Replacing Al by neutral Ca in AlN leaves one unpaired electron. The table tells where its spin sits in two ways: the site moment counts the spin around an atom, and the isotropic hyperfine constant A senses the spin exactly at the nucleus.

Neutral Ca on an Al site in a 48-atom AlN supercell with one unpaired electron, ions relaxed in a fixed cell. Ansatz 0.2.0, spin-polarised PBE, scalar-relativistic, plane waves to 420 eV, default PAW datasets, 3×4×2 k-mesh. The hyperfine constant A, defined by H = A I·S, comes from the contact spin density alone, with the response of the cores included.

```
atom  distance from the defect (Å)  site moment (muB)  mass number  isotropic hyperfine constant (MHz)
 Ca1                          0.12               0.04           43                               -30.5
 N46                          2.14               0.02           14                                 0.7
 N38                          2.24               0.31           14                                17.0
 N40                          2.24               0.31           14                                16.1
 N26                          3.02               0.01           14                                 1.1
 Al9                          3.11               0.00           27                                -3.4
 Al3                          3.11               0.00           27                               -27.3
Al22                          3.12               0.00           27                                -1.4
Al11                          3.17               0.00           27                                -1.9
 Al5                          3.17               0.00           27                               -12.7
Al16                          3.18               0.00           27                               -10.2
Al14                          3.18               0.00           27                               -10.5
 Al7                          3.20               0.00           27                               -11.6
 N44                          3.57               0.02           14                                 1.4
 N48                          3.64               0.00           14                                -0.4
 N27                          3.66               0.00           14                                -0.5
```

1. The first row has the A of largest size. Does the unpaired electron sit on Ca?

No. Ca has a site moment of only 0.04 μB, while N38 and N40, two of its nitrogen neighbours, have 0.31 μB each. Ca has one valence electron fewer than Al, so the bonds around it lack an electron, and the hole settles mainly on nitrogen. The large A of Ca needs only a small amount of spin, provided it is in s orbitals, which reach the nucleus. In the outer 4s orbital a few hundredths of an electron would be expected to do it, about as much as the whole site moment; in the more compact 3s shell far less would be enough, and the table does not tell which shell it is. Its minus sign belongs to the nucleus, because ⁴³Ca has a negative magnetic g factor, and the spin density there is positive.

2. Why do N38 and N40 have so much moment and yet a modest A?

Two limits settle this. An electron in a pure s orbital has its highest density at the nucleus, and a full 2s electron on ¹⁴N would give roughly 1800 MHz (a recalled value). An electron in a pure p orbital has a node there and by itself gives zero. The computed 17.0 MHz of N38 is about 1% of the s limit, although the atom holds almost a third of the spin, so the hole is almost wholly p-like. Whether the small A comes from a slight s admixture or from a response of the filled s shells, the table does not tell.

3. What would change if the nitrogen nucleus were ¹⁵N?

The electrons would stay as they are, and only the nuclear magnet would change:

A = constant × g × ρ

Here g is the nuclear g factor and ρ the spin-up minus spin-down density at the nucleus. With a rough g of −0.57 in place of 0.40, the A of N38 would go from 17 to about −24 MHz. Division by g therefore makes the constants of different elements comparable as spin densities at the nucleus. It does not turn them into shares of an electron, because a full s electron has a different density at the nucleus in each element.

4. Further down, the Al atoms have a moment of 0.00. How can Al3 reach −27.3 MHz?

A full 3s electron on ²⁷Al would give roughly 3900 MHz, again a recalled value, so less than one hundredth of an electron is enough. Such a share lies at the limit of what two decimals can show. The site moment may also miss the part of the 3s orbital that reaches beyond the atom, or contain some up spin in p orbitals that offsets it. Since ²⁷Al has a positive g factor, the minus sign here does mean surplus spin-down density.

A likely cause is spin polarisation of the Al–N bond. The bond holds a pair of electrons, one up and one down. Next to a nitrogen with surplus up spin, exchange favours the up electron of the pair, which shifts towards nitrogen and leaves a little extra down spin at Al. Ca is bonded to the same nitrogens but has up spin at its nucleus, so there a small share of the hole itself probably outweighs this effect.

5. Does the effect on Al fade with distance from the defect?

Not within this shell. Al9 and Al3 are both listed at 3.11 Å, yet their constants differ by a factor of eight. If bond polarisation is the cause, the distance to Ca should matter less than whether an Al atom is bonded to a nitrogen that carries the hole.

To test this, the bonds must be known. The atom positions were inferred from the numbering of the atoms in an ideal wurtzite lattice. Beyond the nearest nitrogens they reproduce the listed distances to about 0.1 Å, which supports the assignment but does not prove each bond. Al5, Al7, Al14 and Al16 then have one bond to N38 or N40, and their constants average −11 MHz.

Al9, Al11 and Al22 serve as a control. In the same geometry they are bonded to N46, which is also a neighbour of Ca but has a moment of only 0.02 μB. Their constants average about −2 MHz. If the inferred bonds are right, an Al atom near Ca thus responds strongly when it is bonded to a nitrogen that carries the hole, and only weakly otherwise.

6. Why does Al3 stand apart from the other Al atoms?

The cell is repeated in all directions, and its short edge is only two lattice units long. In the inferred geometry Al3 lies halfway between a Ca atom and its periodic copy. It is bonded to N38 from one side and to a copy of N40 from the other, so two hole-bearing nitrogens polarise it.

If the two effects simply add, then

A(Al) ≈ A₀ + n × ΔA

where n is the number of bonds to N38 or N40, A₀ the average for Al without such a bond, and ΔA the change per bond. The averages of the two groups above give A₀ = −2.2 MHz and ΔA = −9.0 MHz. For Al3, whose value did not enter these averages,

A(Al3) ≈ −2.2 + 2 × (−9.0) ≈ −20 MHz

The estimate puts Al3 well outside the one-bond group, as computed, but it misses about a quarter of the computed −27.3 MHz. Either two bonds do more than add, or Al3 differs in some further way; the data do not decide. If the doubling is right, the outlier is a product of the small cell. Around an isolated Ca atom with the hole still on the same two nitrogens, this site should fall back to about the one-bond value, which a calculation in a larger cell could test.

7. Which digits can be trusted?

The order of the Al groups is safer than the size of any one constant. Semilocal functionals underestimate how strongly inner shells respond to spin, and small contact densities are uncertain by their own size. No cause should therefore be sought for the values near 1 MHz on N46 and the more distant nitrogens, or for the differences within the weak Al group. N38 and N40 count as equal. The ions were relaxed, but in a cell left under about 8 GPa of pressure, which may shift all the values.

8. Is the hole really shared by two nitrogens?

This is the least certain reading. Ca on an Al site has four nitrogen neighbours, and the table lists three, so the share of the fourth is unknown. The listed moments add up to 0.71 of the total 1 μB, which leaves room for roughly 0.3 μB on it at most. That would be as much as on N38 or N40, but only if no spin were left for the space between the atoms, which site moments usually miss in part, or for the other unlisted atoms. An equal third share is therefore unlikely, while a smaller one is not ruled out. In the inferred geometry this nitrogen is bonded to three further Al atoms, which are missing from the table as well, so the listed Al constants do not reveal its share either. The cell itself may favour the pair: in this geometry N38, N40 and their copies form an unbroken row along the short edge, each next to a Ca atom. The run has a gap of 0.57 eV above the highest filled level on its k-mesh, so the hole sits in a split-off level and is not spread through the valence band. PBE still tends to spread such holes over too many atoms, and functionals with exact exchange often draw an acceptor hole onto a single nitrogen.

The bond picture suggests what that would look like. If N38 alone held the hole, its moment would rise, and the Al atoms bonded only to N40 would drop to the weak group. Al3 would lose one of its two sources while the other grew, so its constant should change little, and Al5 and Al14, which are bonded to N38 in the inferred geometry, should rise towards it. The pattern on Al would thus reveal which nitrogen holds the spin, even though the Al moments round to zero.

The output below gives the inferred geometry, the group averages and the estimate for Al3.

Numerical output:

```
Inferred geometry and contact density:
   row  ideal distance (angstrom)  Al bonds to N38 or N40  contact spin density relative to N38
   Ca1                          0                       0                                 1.889
   N46                      1.894                       0                               0.04118
   N38                      1.894                       0                                     1
   N40                      1.894                       0                                0.9471
   N26                      3.088                       0                               0.06471
   Al9                      3.113                       0                              -0.05333
   Al3                      3.113                       2                               -0.4282
  Al22                      3.071                       0                              -0.02196
  Al11                      3.113                       0                               -0.0298
   Al5                      3.113                       1                               -0.1992
  Al16                      3.071                       1                                 -0.16
  Al14                      3.071                       1                               -0.1647
   Al7                      3.113                       1                                -0.182
   N44                      3.644                       0                               0.08235
   N48                      3.644                       0                              -0.02353
   N27                      3.643                       0                              -0.02941
largest difference from ideal distance beyond 2.5 angstrom (angstrom): 0.1087
mean outward shift of the three listed N neighbours (angstrom): 0.3126
mean A of Al with no bond to N38 or N40 (MHz): -2.233
mean A of Al with one such bond (MHz): -11.25
change of A per bond (MHz): -9.017
additive estimate for Al3 with two bonds (MHz): -20.27
computed A of Al3 less additive estimate (MHz): -7.033
correlation of A with distance among the Al rows: 0.0817
ratio of A, Al3 to Al9 at the same printed distance: 8.029
moment on N38 and N40 together (muB): 0.62
sum of all listed site moments (muB): 0.71
A of N38 as share of a full 2s electron (percent): 0.9444
A of Al3 as share of a full 3s electron (percent): -0.7
A of N38 if the nucleus were 15N, rough g -0.57 (MHz): -24.22
A of N38 less A of N40 (MHz): 0.9
```
